**Q:** I grow InP, and I worry about atoms that are missing or sit on the wrong site. Can the energy of such faults be estimated before anyone computes it?

**A:** Roughly, by counting broken bonds. The table gives density-functional results for neutral defects, with three rows left open: a missing In atom, a missing P atom, and an In atom on a P site.

Neutral point defects in zincblende InP (a = 5.960 Å), relaxed in a fixed supercell of 32 host atoms with Ansatz 0.2.0 (PBE, scalar-relativistic plane-wave PAW). The cutoff is 420 eV, the Gaussian smearing 0.02 eV, and k meshes are shifted half a step from Γ along each axis. Formation energies refer to the elements' standard states; rows with moment 0.00 were run without spin.

```csv
defect kind,removed element,added element,defect place (fraction of the host cell vector),k mesh,formation energy (eV),defect moment (μB),largest move (Å)
interstitial,none,C,"(0.5, 0.5, 0.5)",2×2×2,5.993,0.00,0.559
interstitial,none,F,"(0.75, 0.75, 0.75)",2×2×2,-1.511,1.00,0.132
interstitial,none,Cu,"(0.5, 0.5, 0.5)",2×2×2,1.801,0.49,0.077
substitution,In,P,"(0, 0, 0)",2×2×2,2.345,0.00,0.105
substitution,In,Cr,"(0, 0, 0)",2×2×2,1.382,3.00,0.198
substitution,In,Ni,"(0, 0, 0)",2×2×2,1.728,3.00,0.276
substitution,In,Cu,"(0, 0, 0)",2×2×2,2.070,2.00,0.225
substitution,In,Ga,"(0, 0, 0)",2×2×2,-0.211,0.00,0.143
substitution,In,Cd,"(0, 0, 0)",2×2×2,1.207,0.99,0.015
substitution,In,Tl,"(0, 0, 0)",2×2×2,0.914,0.00,0.047
substitution,P,N,"(0.25, 0.25, 0.25)",2×2×2,1.554,0.00,0.297
substitution,P,In,"(0.25, 0.25, 0.25)",4×4×4,?,?,?
vacancy,In,none,"(0, 0, 0)",2×2×2,?,?,?
vacancy,P,none,"(0.25, 0.25, 0.25)",2×2×2,?,?,?
```

The formation energy is the cost of making the defect when atoms are taken from, or returned to, the pure elements. The defect moment counts unpaired spin in Bohr magnetons, μB. The largest move is the longest path that any atom travels as the crystal relaxes.

**Q:** Why not take the average of the known substitutions as the guess?

**A:** That gives about 1.4 eV for all three, and it ignores what makes a vacancy special. A substitution cuts bonds and forms new ones. A vacancy only cuts them, so the cut has to be priced first.

**Q:** How do you price it?

**A:** Each atom in InP has four bonds, and each bond joins one In to one P. A crystal therefore holds four bonds for every In–P pair. Taking out a single atom also cuts four bonds, so if every cut costs the same, the price is that of pulling one whole pair apart into free atoms. Part of this comes back, because the removed atom joins a piece of its own element.

I need three rough, recalled energies: 2.5 eV to free an atom from In metal, 3.4 eV to free one from solid phosphorus, and 0.7 eV released when the elements form InP. Pulling a pair apart then costs 2.5 + 3.4 + 0.7 = 6.6 eV. Remove an In atom, let it join the metal, and the bill is 6.6 − 2.5 = 4.1 eV. For a P atom it is 6.6 − 3.4 = 3.2 eV.

**Q:** So the In vacancy costs more because In is held more tightly in the crystal?

**A:** No, both atoms have the same four bonds. The difference lies in where they go. In metal is weakly bound and pays little back, whereas phosphorus pays back more. In this picture, removing one element costs the cohesion of the other plus the heat of formation.

**Q:** How far do you trust these two numbers?

**A:** To ± 1.0 eV each. That width is a judgement, since no known row is a vacancy. The orbitals left around the hole may bond to each other, and the supercell is small. I expect the In vacancy to be the dearer one, but the error bars overlap.

**Q:** And an In atom on a P site?

**A:** Make the P vacancy first, then drop an In atom from the metal into it. The atom now has four In neighbours. Suppose they hold it as well as the metal did. Filling the hole then costs nothing, and the forecast stays at 3.2 eV.

The opposite swap, P on an In site, is a known row and tests this assumption. The same rule gives 4.1 eV there, but the table has 2.345 eV. The rule misses by about 1.8 eV, so I attach ± 1.8 eV to the forecast for In on P.

**Q:** Will the neighbours have to make room?

**A:** Yes, because In is about 0.3 Å larger than P in covalent radius. Ga and Tl on In sites and N on a P site keep the number of valence electrons, so size should matter most in them. One factor fitted to these three rows says that the largest move is about 0.7 of the difference in radius. That gives 0.22 Å for In on P, with ± 0.11 Å taken from the factor's miss for P on In.

**Q:** Do you expect unpaired spins?

**A:** Electron counting sets upper limits. The four cut bonds around an In vacancy hold five electrons. Two fill the lowest combination of the four orbitals, and three are left for a threefold level, which allows up to 3 μB. Around a P vacancy only one is left for that level, which allows up to 1 μB.

If two of the three electrons pair, the In vacancy keeps 1 μB. If the single electron spreads over a partly filled band, the P vacancy can lose its moment. So I forecast 1 to 3 μB and 0 to 1 μB. An In atom brings two electrons fewer than the P atom it replaces. Two holes with parallel spins would give 2 μB, with 0 as the serious alternative.

**Q:** Then let me see the computed values.

The withheld rows as computed:

```csv
defect kind,removed element,added element,defect place (fraction of the host cell vector),k mesh,formation energy (eV),defect moment (μB),largest move (Å)
substitution,P,In,"(0.25, 0.25, 0.25)",4×4×4,2.658,0.00,0.172
vacancy,In,none,"(0, 0, 0)",2×2×2,4.457,1.50,0.103
vacancy,P,none,"(0.25, 0.25, 0.25)",2×2×2,2.660,0.50,0.205
```

**A:** All three energies lie within their error bars. The In vacancy came out 0.4 eV above its forecast, and the other two came out 0.5 eV below theirs. The plain average misses the In vacancy by 3.1 eV and each of the others by 1.3 eV. The printed output below lists these comparisons.

**Q:** The In vacancy is dearer, as you said, but by much more than you said.

**A:** Yes, by 1.8 eV instead of 0.9 eV. The sum of the two vacancies is nearly right: 4.1 + 3.2 = 7.3 eV forecast against 4.46 + 2.66 = 7.12 eV computed. The two misses have opposite signs and largely cancel, so the estimate gets the total about right but not its division between the two sites. That alone doesn't prove the price of the cuts.

For the P vacancy I can offer a guess. The wide orbitals of the four In atoms may still overlap across the hole and win back some energy. That can't explain the In vacancy, because such bonding would lower its cost, and the computed cost is higher than the estimate. One of my recalled inputs is also off for this functional. The formation energies and the total energies of the runs together imply a heat of formation of about 0.49 eV, not 0.7 eV. With that value both forecasts drop by 0.2 eV, which brings the P vacancy closer but leaves the In vacancy further off. The two cohesive energies can't be checked in this way.

**Q:** In on P costs the same as the P vacancy, almost to the last digit. Does that prove your rule?

**A:** No. The two runs used different k meshes, and in so small a cell even a gap of 0.1 eV between unlike defects would not be secure. The agreement supports the rule for this one row, to perhaps a few tenths of an electronvolt.

The known swap shows where the rule breaks down. With the computed vacancy in place of my estimate, putting a P atom into the In hole gains 4.46 − 2.35 = 2.11 eV.

**Q:** Why should phosphorus gain so much where indium gains nothing?

**A:** The likely reason is the kind of bonding each atom gives up. In solid phosphorus an atom has three strong bonds. In the In hole it meets four P neighbours, each with a cut bond ready to pair. An In atom leaves a metal in which many neighbours each hold it weakly, and four In neighbours roughly make up for that loss.

The gain for phosphorus is probably held back by its two surplus electrons, which have to enter an antibonding level. This would keep the P–P bonds long. It fits the small largest move of 0.105 Å for P on In. The band energies of the run agree with such a level: the highest filled state lies about 1 eV above that of perfect InP on the same k mesh.

**Q:** And the room for the larger atom?

**A:** The largest move is 0.172 Å, inside the forecast range. Size mismatch gives the right scale here, but it overestimated the move for P on In by a factor of two. Both swaps also change the number of electrons, which a radius alone can't take into account.

**Q:** What about the spins?

**A:** The vacancies have 1.5 and 0.5 μB, both within their ranges. These fractions come from partly filled bands in a small periodic cell, sampled on a coarse k mesh, so they shouldn't be read as the spin of an isolated defect. The runs of all three withheld defects also kept the symmetry of the site, which may suppress distortions that would lower the energy and change the moment. Their k meshes leave out the Γ point, where InP has its band edges, and this too can shift energies and moments.

My forecast for In on P stays untested. That run was made without spin polarisation, so its moment of 0 was fixed by the setting, not found. A run that allows spin might keep 0 or reach 2 μB, and a stable moment would also lower the energy. Cu on an In site, which lacks two electrons as well, was run with spin and has 2.00 μB, but its d electrons may help to align the spins.

**Q:** Which fault should I expect in my crystals?

**A:** That depends on the growth conditions. The table takes both elements in pure form, and in equilibrium with InP only one of them can be that rich. The other must be lower by the heat of formation, for which I now use the 0.49 eV implied by the runs.

Under P-rich growth, P on In drops to 2.35 − 0.49 ≈ 1.9 eV and is the cheapest of the four native defects discussed here. Under In-rich growth, the P vacancy and In on P both drop to 2.66 − 0.49 ≈ 2.2 eV and take the lead. The In vacancy stays the dearest under P-rich as well as In-rich growth, though under P-rich growth In on P comes within about 0.8 eV of it. This order holds for neutral defects only; doping can charge them and change it. PBE also makes the band gap too small, which can shift the energies of defects with levels in or near the gap.

Output of the analysis:

```
Atomisation energy of one In-P pair from rough recalled values, eV: 6.6
Forecast In vacancy (error bar 1.0), eV: 4.1
Computed In vacancy, eV: 4.457
Forecast less computed, In vacancy, eV: -0.357
Forecast P vacancy (error bar 1.0), eV: 3.2
Computed P vacancy, eV: 2.66
Forecast less computed, P vacancy, eV: 0.54
Computed In vacancy less P vacancy, eV: 1.797
Miss of the rule for the known P on In, used as error bar for In on P, eV: 1.755
Forecast In on P, eV: 3.2
Computed In on P, eV: 2.658
Forecast less computed, In on P, eV: 0.542
Computed In on P less computed P vacancy, eV: -0.002
Sum of the two antisites, eV: 5.003
Schottky pair with the recalled heat of formation, eV: 6.417
Share of the radius mismatch that appears as largest move in Ga, Tl, N: 0.7243
Forecast largest move, In on P, angstrom: 0.2173
Miss of this rule for the known P on In, used as error bar, angstrom: 0.1123
Computed largest move, In on P, angstrom: 0.172
Computed moment, In on P (forecast 2, or else 0), Bohr magnetons: 0
Computed moment, In vacancy (forecast 1 to 3), Bohr magnetons: 1.5
Computed moment, P vacancy (forecast 0 to 1), Bohr magnetons: 0.5
fit of formation_energy on 8 rows (sub): constant 1.374 +/- 0.28; rms 0.736, worst substitution 1.58, leave-one-out rms 0.841
  rows outside the fit (model, value, miss): interstitial 1.374, 5.993, -4.62; interstitial 1.374, -1.511, 2.88; interstitial 1.374, 1.801, -0.427; substitution 1.374, 2.658, -1.28; vacancy 1.374, 4.457, -3.08; vacancy 1.374, 2.66, -1.29
```
